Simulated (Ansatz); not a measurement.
# A series in volume scale on SnO

All results are calculated (Ansatz 0.2.0). Free energy against uniform scaling of the volume at fixed shape and fractions; periodic cell, basis, potentials, k mesh and filling as listed.

The cell before it is scaled or strained (space group P4/nmm, No. 129):
```
cell vectors (Å)
   3.8112     0.0000     0.0000
   0.0000     3.8112     0.0000
   0.0000     0.0000     4.8569
atoms (fractions of the cell vectors)
Sn  0.50000  0.00000  0.23690
Sn  0.00000  0.50000  0.76310
O   0.00000  0.00000  0.00000
O   0.50000  0.50000  0.00000
```

Settings of every row: functional PBEsol; dispersion none; potentials PAW; wave cutoff 517.02 eV; density cutoff 2068.1 eV; k mesh 6x6x4; k shift 0x0x0; occupations fermi dirac; smearing width 0.1 eV; spin none.

Limits: coarse k mesh, up to 40 meV an atom off.

| row | volume scale | V (Å³/atom) | energy above lowest point (meV/atom) |
| --- | --- | --- | --- |
| 1 | 0.9406 | 16.589 | 16.6 |
| 2 | 0.9703 | 17.113 | 3 |
| 3 | 1 | 17.637 | 0 |
| 4 | 1.0297 | 18.161 | ? |
| 5 | 1.0594 | 18.685 | 19.7 |

Question: what energy above lowest point should row 4 give?

Worked fit of energy above lowest point. Take u = (V_r/V)^(2/3) − 1 with V_r = 17.375 Å³ an atom, which is twice the finite (Eulerian) strain; such expansions in the strain, on which the Birch-Murnaghan equation of state is built, carry the rest volume and the bulk modulus. The shown rows have u = 0.03134, 0.01018, -0.00993, -0.0473. Least squares give energy above lowest point = 0.29 + 149.2 × u + 11834 × u² meV/atom; a straight line predicts inner rows, each left out in turn, worse (root mean square 11 against 0.068 meV/atom). All shown rows lie on it to the printed digit. Its lowest point lies at u = -0.0063, or V = 17.54 Å³ an atom, and the curvature there gives the bulk modulus at fixed shape and fractions, B = (4/9)(1 + u)² E″(u)/V = 94.9 GPa. Letting shape and atoms relax would as a rule lower it, by much in layered, chain or molecular crystals. The withheld row has u = -0.02907, so the fit gives 0.29 + 149.2 × (-0.02907) + 11834 × (-0.02907)² = 6.0 meV/atom.

The calculation gave 6 meV/atom. The fit meets it to the printed digit.
